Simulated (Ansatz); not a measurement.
## The atomisation energy (no zero-point term) down a group: C to Sn

One atom is swapped for its congeners: CH3Br (bromomethane) `CBr`; SiH3Br `[SiH3]Br`; GeH3Br `[GeH3][Br]`; SnH3Br `[Br][SnH3]`. All are singlets with charge 0.

Shapes, held fixed at every level: PBE0-D4/def2-TZVP. Programs: Ansatz 0.2.0. Values in eV.

(1) How should the atomisation energy change along the series?

Answers

(1) At CCSD(T)/def2-TZVPP the atomisation energy falls at every step, from 16.34 to 11.37 eV. Every level shows the same order. For atoms past krypton def2 sets carry core potentials with scalar relativity. Relativity is left out for Br, Ge unless named. Correlated rows may include outer-core shells of Br, Ge, Sn, which these sets cover unevenly. Spin-orbit coupling, which grows down the group, is left out (summed over each molecule's free atoms 0.16, 0.17, 0.27, 0.46 eV).

```json
{"level": "HF/def2-TZVPP", "CH3Br": "12.42", "SiH3Br": "10.91", "GeH3Br": "9.53", "SnH3Br": "8.35"}
{"level": "B3LYP-D4/def2-TZVPP", "CH3Br": "16.65", "SiH3Br": "14.02", "GeH3Br": "12.66", "SnH3Br": "11.39"}
{"level": "BHLYP-D4/def2-TZVPP", "CH3Br": "16.25", "SiH3Br": "13.94", "GeH3Br": "12.56", "SnH3Br": "11.31"}
{"level": "wB97M-V/def2-TZVPP", "CH3Br": "16.64", "SiH3Br": "14.08", "GeH3Br": "12.66", "SnH3Br": "11.46"}
{"level": "CCSD(T)/def2-SVP", "CH3Br": "15.80", "SiH3Br": "13.12", "GeH3Br": "12.00", "SnH3Br": "10.67"}
{"level": "CCSD(T)/def2-TZVPP", "CH3Br": "16.34", "SiH3Br": "13.80", "GeH3Br": "12.69", "SnH3Br": "11.37"}
```

The total binding weakens from CH3Br to SnH3Br, and the step from carbon to silicon is the largest at every level. Three of the four bonds broken are to hydrogen, so these dominate the sum. Down the group the valence s and p orbitals grow more diffuse and differ more in size, which weakens their overlap with the compact hydrogen 1s orbital and makes hybridisation less effective. The bond to bromine probably works against the first drop, since Si–Br is normally stronger than C–Br owing to its greater polarity.

Hartree–Fock keeps the order but underbinds heavily, giving 12.42 eV for CH3Br against 16.34 eV with CCSD(T)/def2-TZVPP, because pairing electrons in bonds brings correlation energy that the separated atoms lack. The direction of the trend is therefore already present at the mean-field level, while its size depends on correlation. The totals do not reveal which bond is weakest in each molecule, nor how readily it would react.
